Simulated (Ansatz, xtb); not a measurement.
**Relative energy of two isomers of CH5GeNO**

Structure I is `C[O][Ge][NH2]`, a singlet and structure II is `N[CH2][Ge][OH]`, a singlet. Both are isolated molecules in the gas phase, relaxed with PBE0-D4/def2-SVP; the shapes shown needn't be the lowest conformers.

I (Å):

```xyz
9

C     0.1743    0.6966   -1.1088
Ge    1.1714   -1.3363    0.6490
N    -0.3808   -0.7935    1.4440
O     1.1411   -0.2508   -0.7821
H     0.4547    1.1924   -2.0531
H    -0.8282    0.2487   -1.2568
H     0.0749    1.4868   -0.3386
H    -1.0237   -0.0795    1.1158
H    -0.6953   -1.2106    2.3137
```

II (Å):

```json
{"atom": "C", "x (Å)": "-1.1343", "y (Å)": "1.2118", "z (Å)": "-1.3784"}
{"atom": "Ge", "x (Å)": "0.8383", "y (Å)": "1.0264", "z (Å)": "-1.9330"}
{"atom": "N", "x (Å)": "-1.2182", "y (Å)": "1.5405", "z (Å)": "0.0399"}
{"atom": "O", "x (Å)": "1.3699", "y (Å)": "1.0035", "z (Å)": "-0.2451"}
{"atom": "H", "x (Å)": "-1.2128", "y (Å)": "2.5481", "z (Å)": "0.1832"}
{"atom": "H", "x (Å)": "-2.0658", "y (Å)": "1.1871", "z (Å)": "0.4789"}
{"atom": "H", "x (Å)": "-1.7127", "y (Å)": "1.8762", "z (Å)": "-2.0486"}
{"atom": "H", "x (Å)": "-1.5433", "y (Å)": "0.1970", "z (Å)": "-1.5410"}
{"atom": "H", "x (Å)": "0.5394", "y (Å)": "1.1086", "z (Å)": "0.2897"}
```

Q: Estimate E(II) − E(I) at the level CCSD(T)/def2-SVP + ΔMP2/def2-TZVPP.

A: Calculated at CCSD(T)/def2-SVP + ΔMP2/def2-TZVPP: E(II) − E(I) = +0.669 eV, so structure I lies lower.

How the difference moves with the method:

```csv
level,geometry,E(II) − E(I) (eV),departure from the last row (eV),"job, with rough time for the two"
GFN2-xTB,GFN2-xTB,+0.940,+0.271,"optimisation, 0.21 s"
HF/STO-3G,GFN2-xTB,+1.063,+0.394,"single point, 0.34 s"
r2SCAN-D4/def2-SVP,GFN2-xTB,+0.708,+0.039,"single point, 3.9 s"
PBE0-D4/def2-SVP,PBE0-D4/def2-SVP,+0.596,−0.073,"optimisation, 53 s"
HF/def2-SVP,PBE0-D4/def2-SVP,+0.910,+0.241,part of the CCSD(T) run
MP2/def2-SVP,PBE0-D4/def2-SVP,+0.661,−0.008,part of the CCSD(T) run
CCSD(T)/def2-SVP,PBE0-D4/def2-SVP,+0.666,−0.003,single point
CCSD(T)/def2-SVP + ΔMP2/def2-TZVPP,PBE0-D4/def2-SVP,+0.669,,"single point, 23 s"
```

As drawn, II has 1 C–N, 1 C–Ge, 1 O–H in place of 1 C–O, 1 Ge–N, 1 C–H.

None of the levels shown reverses the order. The largest departure from CCSD(T)/def2-SVP + ΔMP2/def2-TZVPP is that of HF/STO-3G, 0.394 eV. The last row adds to CCSD(T) the change of the MP2 difference between the two basis sets, here +0.003 eV.

With harmonic frequencies from PBE0-D4/def2-SVP (ideal gas, rigid rotor, one conformer each, 298.15 K, 1 atm): on the last row, ΔE + ΔZPE = +0.713, ΔH = +0.693, ΔG = +0.736 eV.

The correlated steps freeze 12 core orbitals; the filled d shell of Ge is correlated, in a basis made for valence electrons. Mirror images aren't counted in ΔG. Codes used: Ansatz 0.2.0, xtb 6.7.1; the last row on 2 threads of Arm Neoverse V2 on a shared host.

Methoxy(amino)germylene, I, lies well below its aminomethyl(hydroxy) isomer, II, and the preference survives the thermal corrections. The main reason is probably the substitution at divalent germanium. In I both nitrogen and oxygen can donate lone-pair density into the formally empty Ge 4p orbital, and both form strong, polar σ bonds to the electropositive metal. In II one of these donors is replaced by carbon, which has no lone pair to offer, and the amino group sits one atom away.

The geometry of II shows an O–H···N contact short enough for an intramolecular hydrogen bond, so I is favoured despite this compensation and despite the strong O–H bond gained in II. The closed ring of that contact also suggests why entropy favours the floppier I, raising the difference from +0.693 eV in ΔH to +0.736 eV in ΔG. Hartree–Fock exaggerates the gap in the same basis, and MP2 recovers nearly all of the correlation correction. The energies establish the relative stability of these two structures, not the barrier between them.
